**Why is Fermi-Dirac smearing at 0.5 eV so bad for Hf₂Si when Methfessel-Paxton at 0.5 eV is fine?**

I'm choosing an occupation rule for a metallic silicide and ran the same fixed cell with several rules and widths. The energies are already extrapolated to zero smearing, so I thought the width would hardly matter. Instead the Fermi-Dirac error climbs from 0.339 to 28.4 meV/atom between 0.1 and 0.5 eV, while Methfessel-Paxton at 0.5 eV is off by only 0.633.

Hf2Si (I4/mcm, 6 atoms in the cell, conventional a = 6.551, c = 5.166 Å) at fixed atoms, computed with Ansatz 0.2.0 using PBEsol, scalar-relativistic plane-wave PAW, no spin polarisation, a 420 eV cutoff and a 10×10×10 k mesh. The reference uses Gaussian smearing of 0.1 eV. The energy column is extrapolated to zero smearing, and pressure is positive in compression.

| occupation rule | occupation width (eV) | energy less reference (meV/atom) | free energy less reference (meV/atom) | pressure less reference (GPa) | largest force change (eV/Å) |
| --- | --- | --- | --- | --- | --- |
| Fermi-Dirac | 0.01 | 0.067 | 0.956 | -0.012 | 0.00261 |
| Fermi-Dirac | 0.1 | 0.339 | -5.69 | 0.046 | 0.0188 |
| Fermi-Dirac | 0.2 | 3.98 | -29.3 | 0.245 | 0.0783 |
| Fermi-Dirac | 0.3 | 11.3 | -75.5 | 0.637 | 0.153 |
| Fermi-Dirac | 0.5 | 28.4 | -243 | 1.91 | 0.283 |
| Gaussian | 0.3 | 0.384 | -8.09 | 0.064 | 0.0266 |
| Methfessel-Paxton | 0.02 | 0.074 | 1.04 | -0.01 | 0.00428 |
| Methfessel-Paxton | 0.05 | 0.053 | 1.01 | -0.015 | 0.00165 |
| Methfessel-Paxton | 0.5 | 0.633 | 5.52 | -0.058 | 0.00131 |
| cold | 0.02 | 0.078 | 1.04 | -0.013 | 0.00350 |
| cold | 0.1 | 0.006 | 1.01 | -0.02 | 0.00605 |
| tetrahedron | 0 | 0.17 | 1.14 | -0.018 | 0.0128 |

Two more things puzzle me. Gaussian at 0.3 eV looks much like Fermi-Dirac at 0.1 eV. And Fermi-Dirac at 0.1 eV has a harmless energy error but already changes a force by 0.0188 eV/Å. What sets these errors?

**Answer**

The same width in eV doesn't mean the same amount of smearing. Each smearing rule replaces the sharp edge between filled and empty states by a gradual one, spread over a window of energies around the Fermi level. What matters first is the variance $v$ of that window. For a width $w$ it is $v=\pi^2w^2/3$ with Fermi-Dirac and $v=w^2/2$ with a Gaussian, so Fermi-Dirac has 6.6 times the variance at equal width.

The variance fixes the leading energy change. Let $D$ be the density of states, the number of electron states per eV near the Fermi level, and take it as constant across the window. Moving electrons from just below the Fermi level to just above it costs an energy $Dv/2$. The entropy term that goes with the partial occupations is $TS=Dv$, twice as large, so the free energy $F$ ends up lower than the unsmeared energy $E_0$:

$$F=E_0-\tfrac12Dv .$$

The reference run supplies $D$, and this allows a test. Half of its entropy term is 0.97 meV/atom, so its own free energy lies that far below its zero-smearing energy. Fermi-Dirac at 0.1 eV has 6.58 times the variance and should lie $6.58\times0.97=6.4$ meV/atom below. The table gives $-5.69$ relative to the reference free energy, and with the reference's own 0.97 the drop is 6.7 meV/atom. No Fermi-Dirac result went into the estimate, and it comes within 5 %.

This also explains your Gaussian puzzle. Equal variance requires a Gaussian width about 2.6 times the Fermi-Dirac width, the square root of 6.6. Gaussian 0.3 eV therefore belongs beside Fermi-Dirac 0.12 eV, close to your 0.1 eV row. By the same rule, a Gaussian of 0.5 eV should lower the free energy about as much as Fermi-Dirac at 0.2 eV. Its extrapolated energy error should be somewhat smaller, because a Gaussian window has thinner tails.

**What the extrapolation removes, and what it leaves**

For Fermi-Dirac and Gaussian smearing, the energy at zero smearing is computed as $F+TS/2$. With a constant density of states this returns exactly $E_0$. The natural source of the remaining error is therefore a density of states that varies across the window. The k mesh and the response of the electron density to the new occupations can add to it.

The entropy is the slope of the free energy with width, $S=-dF/dw$, with $w$ in the role of the temperature. If $F$ contains a part $c\,w^n$, the entropy term contains $-n\,c\,w^n$, and the extrapolated energy keeps

$$\left(1-\tfrac n2\right)c\,w^n .$$

For $n=2$ nothing is left. For $n=4$, the next power, the part survives at full size with its sign reversed.

The entropy terms of your runs show that such a part exists. Read as $D=TS/v$, they give 2.3 states per eV and cell for the reference, but 4.0 for Fermi-Dirac at 0.5 eV. From 0.1 eV up, each wider Fermi-Dirac window finds more states, as if the Fermi level sat in a dip of the density of states. The free energy then falls faster than $w^2$, which makes $c$ negative and the leftover energy error positive, as in your table. The density of states itself isn't among the results, so the dip is inferred from these averages. The 0.01 eV Fermi-Dirac run doesn't fit the order: it gives 3.0, probably because so narrow a window catches few points of the k mesh. The dip is probably lopsided: the Fermi level rises by 0.22 eV between the narrowest and the widest Fermi-Dirac run, which points to more states below it than above.

A fourth power also fits the sudden onset. Doubling the Fermi-Dirac width from 0.1 to 0.2 eV should multiply the error by 16. The table gives a factor of 12, or 14 if the 0.01 eV run is taken as the zero. The first of these two errors is small enough for the choice of zero to matter.

The rule fails from the next step on. From 0.2 to 0.3 eV the error grows 2.8-fold, where a fourth power would give 5.1, and from 0.3 to 0.5 eV it grows 2.5-fold instead of 7.7-fold. At 0.5 eV the window has a root-mean-square spread of 0.9 eV, and a dip described by its curvature at the Fermi level is no longer a good picture over such a range. The constant-density estimate fails there too: it predicts a free-energy drop of 160 meV/atom, against 244 found.

**Why Methfessel-Paxton escapes**

Methfessel-Paxton smearing starts from a Gaussian and adds a correction that makes the variance of the window zero. Some occupations then fall below zero or exceed full filling, which is harmless here because they serve only as a numerical device. The large $w^2$ term is absent from the free energy itself, before any extrapolation. By the constant-density estimate, a plain Gaussian of 0.5 eV would lower the free energy by about 24 meV/atom.

That can't be the whole answer, because the extrapolated Fermi-Dirac energy has lost its $w^2$ term too. The energy column differs through the higher powers.

In the Methfessel-Paxton free energy these start at the fourth. For the same width and the same curvature of the density of states, this part is expected to be about 60 times smaller than with Fermi-Dirac, and of opposite sign. A dip in the density of states should therefore raise the free energy a little. It does: at 0.5 eV it lies 4.5 meV/atom above the reference's zero-smearing energy. The extrapolation for this rule is built to remove the fourth power, which the Fermi-Dirac one leaves at full size, and it brings the error down to 0.633 meV/atom.

**Why the forces suffer earlier**

The extrapolation corrects the energy, but forces and pressure normally follow the free energy. They keep the $w^2$ error that the energy column has lost. The smeared free energy favours atomic positions and volumes with more states near the Fermi level, and the forces contain that preference.

The numbers fit this reading. From 0.1 to 0.2 eV the Fermi-Dirac force change grows 4.2-fold, close to a square law, while the energy error grows 12-fold. At larger widths the force change grows more slowly than a square, so this law too holds only for modest smearing. Gaussian 0.3 eV changes both the largest force and the pressure by 1.4 times as much as Fermi-Dirac 0.1 eV. That is also the ratio of their variances, each counted above that of the reference. A small extrapolated energy error is thus no guarantee of good forces: at 0.1 eV Fermi-Dirac passes the first test more easily than the second.

**The rows that don't line up**

Several free energies lie about 1 meV/atom above the reference although their energies agree with it. That offset belongs to the reference, whose own free energy is lowered by 0.97 meV/atom. Runs with almost no smearing, or with a rule that cancels the leading term, don't share this lowering.

The narrow Fermi-Dirac and Methfessel-Paxton runs and both cold-smearing runs agree with the reference energy to better than 0.1 meV/atom. Their force changes lie between about 0.002 and 0.006 eV/Å, but not all in the same direction, so the forces themselves spread by about 0.01 eV/Å. A narrow window catches few points of the k mesh, so it isn't automatically nearer the truth, and without a finer mesh these runs can't be ranked. Nor does Methfessel-Paxton at 0.5 eV necessarily give the best forces because its force change is the smallest of all. That number measures closeness to a reference with a smearing error of its own, which should be about 0.003 eV/Å if the $w^2$ law holds.

The tetrahedron run stands apart. Its energy is only 0.17 meV/atom off, yet its force change of 0.0128 eV/Å is about twice the largest of those. The program warns that the derivatives in this run may not match the slope of its energy, so I would trust its energy more than its forces. Its small pressure change is no reassurance, because it averages stress changes of opposite sign along different axes.

For this cell, then, 0.5 eV is far too wide for Fermi-Dirac, and even 0.1 eV deserves a check if you relax atoms. The printed output below has the variance estimate for each row and the step-by-step growth ratios.

Output of the analysis:

```
Free energy against the zero-width energy of the reference:
                row  rms broadening in eV  free energy shift in meV/atom  flat-DOS estimate in meV/atom
        Fermi-Dirac               0.01814                       -0.01492                       -0.06388
        Fermi-Dirac                0.1814                         -6.661                         -6.388
        Fermi-Dirac                0.3628                         -30.27                         -25.55
        Fermi-Dirac                0.5441                         -76.47                          -57.5
        Fermi-Dirac                0.9069                           -244                         -159.7
           Gaussian                0.2121                         -9.061                         -8.738
  Methfessel-Paxton                     0                        0.06908                              0
  Methfessel-Paxton                     0                        0.03908                              0
  Methfessel-Paxton                     0                          4.549                              0
               cold                     0                        0.06908                              0
               cold                     0                        0.03908                              0
        tetrahedron                     0                         0.1691                              0
Smearing term of the reference itself in meV/atom: 0.9709
Variance of Fermi-Dirac over Gaussian at equal width: 6.58
Free energy shift over flat-DOS estimate for Fermi-Dirac 0.1 0.2 0.3 0.5 eV: Fermi-Dirac 1.043, Fermi-Dirac 1.185, Fermi-Dirac 1.33, Fermi-Dirac 1.528
Effective density of states for Fermi-Dirac 0.1 0.2 0.3 0.5 eV in states per eV and cell: Fermi-Dirac 2.553, Fermi-Dirac 3.123, Fermi-Dirac 3.557, Fermi-Dirac 3.974
Effective density of states for Gaussian 0.3 eV in states per eV and cell: 2.519
Effective density of states for the reference in states per eV and cell: 2.33
Energy error left in percent of the free energy shift for Fermi-Dirac 0.1 0.2 0.3 0.5 eV: Fermi-Dirac 5.089, Fermi-Dirac 13.15, Fermi-Dirac 14.78, Fermi-Dirac 11.64
Step ratios of the energy error for Fermi-Dirac from 0.1 eV up: Fermi-Dirac 11.74, Fermi-Dirac 2.839, Fermi-Dirac 2.513
The same with Fermi-Dirac 0.01 eV as zero: Fermi-Dirac 14.39, Fermi-Dirac 2.871, Fermi-Dirac 2.522
Step ratios of a fourth power: Fermi-Dirac 16, Fermi-Dirac 5.062, Fermi-Dirac 7.716
Step ratios of the force change for Fermi-Dirac from 0.1 eV up: Fermi-Dirac 4.165, Fermi-Dirac 1.954, Fermi-Dirac 1.85
Step ratios of the variance above the reference: Fermi-Dirac 4.538, Fermi-Dirac 2.299, Fermi-Dirac 2.808
Force change of Gaussian 0.3 eV over Fermi-Dirac 0.1 eV: 1.415
Pressure change of Gaussian 0.3 eV over Fermi-Dirac 0.1 eV: 1.391
The same ratio expected from the variance above the reference: 1.434
Flat-DOS free energy shift of a plain Gaussian of 0.5 eV in meV/atom: -24.27
Energy error of Fermi-Dirac 0.5 eV over Methfessel-Paxton 0.5 eV: 44.87
Smallest and largest force change of the narrow and cold rows in eV/A: 0.00165, 0.00605
Rise of the Fermi level from Fermi-Dirac 0.01 to 0.5 eV in eV: 0.2241
Stress change xx and zz of Fermi-Dirac 0.5 eV in GPa: 1.164, 3.401
Stress change xx and zz of tetrahedron in GPa: 0.06943, -0.1908
```
